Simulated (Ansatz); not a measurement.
Ligand exchange: how K changes with temperature for CHBrF2 + H2O ⇌ CH2F2O + HBr

Species: CHBrF2 `FC(F)Br`, singlet; H2O (water) `O`, singlet; CH2F2O `OC(F)F`, singlet; HBr (hydrogen bromide), singlet. The partners trade Br for OH: C–Br and H–OH bonds give way to C–OH and H–Br.

The electronic reaction energy at CCSD(T)/def2-TZVPP is -47.0 kJ/mol. Shapes: PBE0-D4/def2-TZVP. Flexible molecules stand in one conformer, not always the lowest. Programs: Ansatz 0.2.0. Enthalpy and entropy come from rigid-rotor, harmonic-oscillator sums on unscaled PBE0-D4/def2-TZVP wavenumbers, ideal gases at 1 bar. Symmetry numbers: CHBrF2 1, H2O 2, CH2F2O 1, HBr 1. R = 8.3145 J/(mol K).

| T (K) | ΔH (kJ/mol) | ΔS (J/(mol K)) |
| --- | --- | --- |
| 600 | -50.7 | -9.5 |
| 800 | -50.1 | -8.7 |
| 1000 | ? | ? |

Q: Work out ln K at 600 and 800 K, and from these estimate it at 1000 K.

A: 
1. 600 K: ΔG = -50.7 − 600 × (-9.5)/1000 = -45.0 kJ/mol; ln K = −ΔG/RT = +9.02.
2. 800 K: ΔG = -50.1 − 800 × (-8.7)/1000 = -43.1 kJ/mol; ln K = −ΔG/RT = +6.48.
3. Slope against 1000/T: (+6.48 − (+9.02))/(1.2500 − 1.6667) = +6.10, that is −ΔH/R with ΔH near -51 kJ/mol.
4. 1000 K: ln K = +9.02 + (+6.10) × (1.0000 − 1.6667) = +4.95.

The full sums give ΔH = -49.2 kJ/mol, ΔS = -7.7 J/(mol K), ΔG = -41.5 kJ/mol and ln K = +4.99 at 1000 K, so the line is off by -0.04 in ln K; without rounding the miss is -0.02, from the change of ΔH with temperature. The products are favoured over this whole range. An error of 10 kJ/mol in the energy moves ln K by 1.2 at 1000 K. Relativity is left out for Br. Outer-core shells of Br are correlated, in sets that cover them unevenly.

The exchange favours difluoromethanol and HBr throughout, but ln K falls from +9.02 at 600 K to +4.99 at 1000 K, as expected for an exothermic reaction. The driving force is enthalpic: replacing C–Br with a much stronger C–O bond more than repays the cost of exchanging a strong O–H bond for a weaker H–Br bond. Donation from the oxygen lone pairs into the C–F antibonding orbitals, the anomeric effect, probably stabilises the product further.

Entropy plays a minor part because two gas molecules form two others, leaving the translational contributions largely balanced. The slightly negative ΔS lowers K but does not cause its decline with temperature, which follows from the sign of ΔH. The gradual weakening of the exothermicity implies a somewhat larger heat capacity for the products, yet the change is small enough for the linear extrapolation to work well. A favourable K does not make difluoromethanol the final product, since geminal fluoroalcohols readily lose HF to form carbonyl compounds, a channel outside this equilibrium.
